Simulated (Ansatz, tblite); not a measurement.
Redistribution: CHBrF2 + C2H5Br → C2H4F2 + CH2Br2

Species: CHBrF2 (bromodifluoromethane) `FC(F)Br`, singlet; C2H5Br `CCBr`, singlet; C2H4F2 `CC(F)F`, singlet; CH2Br2 (dibromomethane) `BrCBr`, singlet. The partners trade Br for CH3; both sit on C, so the bond types are kept.

Shapes, held fixed at every level: PBE0-D4/def2-TZVP. Programs: Ansatz 0.2.0, tblite 0.8.0. The zero-point and thermal change to 298 K, harmonic and unscaled (PBE0-D4/def2-TZVP), is -0.3 kJ/mol.

Problem. Estimate the reaction enthalpy at 298 K.

Solution. From tabulated heats of formation (Active Thermochemical Tables), ΔH(298 K) = -10.0 kJ/mol. Nearest: CCSD(T)/def2-TZVPP (+0.4); farthest: SPW92/def2-TZVPP (+8.9). 9 of 9 levels lie within 10 kJ/mol. Relativity is left out for Br. Outer-core shells of Br are correlated in most correlated rows, in sets that cover them unevenly. Times are processor times on shared x86 and Arm servers, and rough.

```tsv
level	kind	ΔH (kJ/mol)	computed − measured	CPU time (all species)
GFN2-xTB	semi-empirical	-8.1	+2.0	0.73 s
HF/def2-SVP	Hartree–Fock	-14.2	-4.1	–
SPW92/def2-TZVPP	LDA	-1.2	+8.9	9.8 s
PBE-D4/def2-TZVPP	GGA	-2.5	+7.6	19 s
r2SCAN0-D4/def2-TZVPP	global hybrid	-5.6	+4.4	42 s
wB97M-V/def2-TZVPP	range-separated hybrid	-7.6	+2.5	88 s
MP2/def2-SVP	perturbation theory	-7.0	+3.0	–
CCSD(T)/def2-SVP	coupled cluster or CI	-7.1	+2.9	22 s
CCSD(T)/def2-TZVPP	coupled cluster or CI	-9.7	+0.4	4.5 min
```

Every level makes the exchange exothermic, but only mildly, as expected when the bond types are kept and only their surroundings change. The driving force is probably polar: the electron-poor CHF2 carbon is better matched with a donating methyl group than with electronegative bromine. This gain evidently outweighs the crowding of two bromines on one carbon in CH2Br2.

In the def2-SVP basis, correlation favours the reactants, taking the enthalpy from -14.2 kJ/mol in Hartree–Fock to -7.0 in MP2. CCSD(T) barely changes that, so the correlation contribution is already well described at second order. LDA and PBE err the other way from Hartree–Fock, possibly because they overstabilise the delocalisation of fluorine lone pairs into the C–Br antibonding orbital of CHBrF2.

Enlarging the basis moves CCSD(T) from -7.1 to -9.7 kJ/mol, a shift well above its final deviation from the reference. The close agreement therefore supports the sign and approximate size of the enthalpy, but does not establish basis-set convergence.
